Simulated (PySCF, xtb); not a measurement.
# Relative energy of two isomers of C2H5In

Structure I is `C[CH2][In]`, a singlet and structure II is `C=[CH][InH2]`, a singlet. Both are isolated molecules in the gas phase, relaxed with PBE0-D4/def2-SVP; the shapes shown needn't be the lowest conformers.

I (Å):

```csv
atom,x (Å),y (Å),z (Å)
C,0.6982,1.1580,-0.0062
C,-0.3126,0.1694,-0.5816
In,-0.8047,-1.5519,0.8154
H,0.9322,1.9914,-0.6937
H,1.6623,0.6759,0.2333
H,0.3407,1.6217,0.9299
H,0.0587,-0.2579,-1.5325
H,-1.2587,0.6840,-0.8365
```

II (Å):

```xyz
8

C     0.1860    1.2658   -0.4644
C     1.3502    1.3579    0.1935
In   -0.9552   -0.5540   -0.4628
H    -0.1646    2.1542   -1.0062
H     1.9487    2.2792    0.2039
H     1.7713    0.5174    0.7592
H    -0.2852   -1.8783    0.4375
H    -2.4580   -0.6851   -1.3147
```

Quicker runs give these differences E(II) − E(I): GFN2-xTB +2.148 eV; HF/STO-3G +0.651 eV (at GFN2-xTB geometries); r2SCAN-D4/def2-SVP +1.567 eV (at GFN2-xTB geometries).

**Question.** Estimate E(II) − E(I) at the level CCSD(T)/def2-SVP + ΔMP2/def2-TZVPP.

**Answer.** Calculated at CCSD(T)/def2-SVP + ΔMP2/def2-TZVPP: E(II) − E(I) = +1.574 eV, so structure I lies lower.

Level by level:

```json
{"level": "GFN2-xTB", "geometry": "GFN2-xTB", "E(II) − E(I) (eV)": "+2.148", "departure from the last row (eV)": "+0.574", "job, with rough time for the two": "optimisation, 0.18 s"}
{"level": "HF/STO-3G", "geometry": "GFN2-xTB", "E(II) − E(I) (eV)": "+0.651", "departure from the last row (eV)": "−0.924", "job, with rough time for the two": "single point, 1.7 s"}
{"level": "r2SCAN-D4/def2-SVP", "geometry": "GFN2-xTB", "E(II) − E(I) (eV)": "+1.567", "departure from the last row (eV)": "−0.007", "job, with rough time for the two": "single point, 14 s"}
{"level": "PBE0-D4/def2-SVP", "geometry": "PBE0-D4/def2-SVP", "E(II) − E(I) (eV)": "+1.679", "departure from the last row (eV)": "+0.105", "job, with rough time for the two": "optimisation, 79 s"}
{"level": "HF/def2-SVP", "geometry": "PBE0-D4/def2-SVP", "E(II) − E(I) (eV)": "+1.461", "departure from the last row (eV)": "−0.114", "job, with rough time for the two": "part of the CCSD(T) run"}
{"level": "MP2/def2-SVP", "geometry": "PBE0-D4/def2-SVP", "E(II) − E(I) (eV)": "+1.476", "departure from the last row (eV)": "−0.098", "job, with rough time for the two": "part of the CCSD(T) run"}
{"level": "CCSD(T)/def2-SVP", "geometry": "PBE0-D4/def2-SVP", "E(II) − E(I) (eV)": "+1.489", "departure from the last row (eV)": "−0.085", "job, with rough time for the two": "single point"}
{"level": "CCSD(T)/def2-SVP + ΔMP2/def2-TZVPP", "geometry": "PBE0-D4/def2-SVP", "E(II) − E(I) (eV)": "+1.574", "departure from the last row (eV)": "", "job, with rough time for the two": "single point, 40 s"}
```

As drawn, II has 1 C=C, 2 In–H in place of 1 C–C, 2 C–H.

The levels shown agree on the order. The largest departure from CCSD(T)/def2-SVP + ΔMP2/def2-TZVPP is that of HF/STO-3G, 0.924 eV. The last row adds to CCSD(T) the change of the MP2 difference between the two basis sets, here +0.085 eV.

With thermal terms from frequencies at re-optimised GFN2-xTB minima (ideal gas, soft modes damped towards free rotors, one conformer each, 298.15 K, 1 atm): the zero-point term adds −0.332 eV; ΔH is +1.263 and ΔG +1.244 eV.

The correlated steps freeze 6 core orbitals; the filled d shell of In is correlated, in a basis made for valence electrons. Atoms past krypton carry core potentials in the def2 sets, other sets are all-electron and non-relativistic, and no spin–orbit term is included. Codes used: PySCF 2.14.0, xtb 6.7.1; the last row on 2 threads of Intel(R) Xeon(R) Processor @ 2.70GHz on a shared host.

Ethylindium(I) lies well below vinylindane, and thermal terms narrow the gap without reversing it. Formally, going from I to II moves two hydrogens from carbon to indium, oxidising In(I) to In(III). The new C=C π bond and two fairly weak In–H bonds don't repay the loss of two strong C–H bonds and the use of indium's 5s lone pair in bonding. This reluctance to give up the s pair is the familiar inert-pair effect of the heavier group 13 elements. The zero-point term favours II because stiff C–H stretches give way to softer In–H ones.

Hartree–Fock and CCSD(T) nearly agree in the def2-SVP basis, so correlation largely cancels in the difference, and the low HF/STO-3G value probably reflects its minimal basis more than missing correlation. The near-exact match of r2SCAN with the final value is probably partly fortuitous, given the basis-set shift. The preference for monomeric I doesn't establish its persistence in bulk, where indium(I) alkyls can aggregate or disproportionate.
